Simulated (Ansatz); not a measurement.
# A series in volume scale on VSi

All results are calculated (Ansatz 0.2.0). Periodic Kohn-Sham DFT of a crystal at fixed atoms, scaled to volume_scale times the given cell; pressure positive in compression, energy less spherical unpolarised free atoms, largest_vzz the field gradient of largest size among the nuclei.

The cell before it is scaled or strained (space group F-43m, No. 216):
```
VSi
1.0
      0.0000     2.7646     2.7646
      2.7646     0.0000     2.7646
      2.7646     2.7646     0.0000
V Si
1 1
Direct
  0.00000 0.00000 0.00000
  0.25000 0.25000 0.25000
```

Settings of every row: method all-electron LAPW; functional PBE; relativity scalar; k mesh 11x11x11; filling fermi-dirac; smearing width 0.05 eV; basis error target 1 meV/atom; nucleus gaussian.

Atom:
```csv
element,start moment (bohr magneton)
V,1.5
Si,0
```

Limits: the cell comes from a prototype or a list of computed structures and needn't be the stable phase.

```csv
row,volume scale,V (Å³/atom),pressure (GPa),energy less free atoms (eV/atom),cell moment (bohr magneton)
1,0.9405,19.873,4.983,-5.8819,0.374
2,0.97,20.496,2.277,-5.8959,0.448
3,1,21.129,?,?,?
4,1.03,21.764,-1.831,-5.8964,0.71
5,1.06,22.398,-3.32,-5.8861,0.846
```

Question: what pressure and energy less free atoms should row 3 give?

Worked fit of pressure. Take u = (V_r/V)^(2/3) − 1 with V_r = 21.13 Å³ an atom, which is twice the finite (Eulerian) strain; such expansions in the strain, on which the Birch-Murnaghan equation of state is built, carry the rest volume and the bulk modulus. The shown rows have u = 0.04174, 0.02052, -0.01952, -0.03811. Least squares give pressure = 0.0125 + 102.474 × u + 396.43 × u² GPa; a straight line predicts inner rows, each left out in turn, worse (root mean square 0.36 against 0.014 GPa). The rows lie off it by 0.003, -0.005, 0.006, -0.003 (root mean square 0.0044 GPa). The pressure vanishes at u = -0.0001, or V = 21.13 Å³ an atom, and there the bulk modulus at fixed shape and fractions is B = −V dP/dV = (2/3)(1 + u) dP/du = 68.2 GPa. The withheld row has u = 3e-05, so the fit gives 0.0125 + 102.474 × (3e-05) + 396.43 × (3e-05)² = 0.016 GPa.

The calculation gave -0.014 GPa. The fit lies 0.030 GPa (210 % of the value, 0.36 % of the column's range) above it; its largest miss of a shown row is 0.006 GPa.

Worked fit of energy less free atoms. Take u = (V_r/V)^(2/3) − 1 with V_r = 21.13 Å³ an atom, which is twice the finite (Eulerian) strain; such expansions in the strain, on which the Birch-Murnaghan equation of state is built, carry the rest volume and the bulk modulus. The shown rows have u = 0.04174, 0.02052, -0.01952, -0.03811. Least squares give energy less free atoms = −5.90024 + 0.013 × u + 10.158 × u² eV/atom; a straight line predicts inner rows, each left out in turn, worse (root mean square 0.0093 against 0.00054 eV/atom). The rows lie off it by 0.0001, -0.0002, 0.0002, -0.0001. The withheld row has u = 3e-05, so the fit gives −5.90024 + 0.013 × (3e-05) + 10.158 × (3e-05)² = -5.9002 eV/atom.

The calculation gave -5.9002 eV/atom. The fit meets it to the printed digit.

The other values of row 3: cell moment 0.555 bohr magneton.
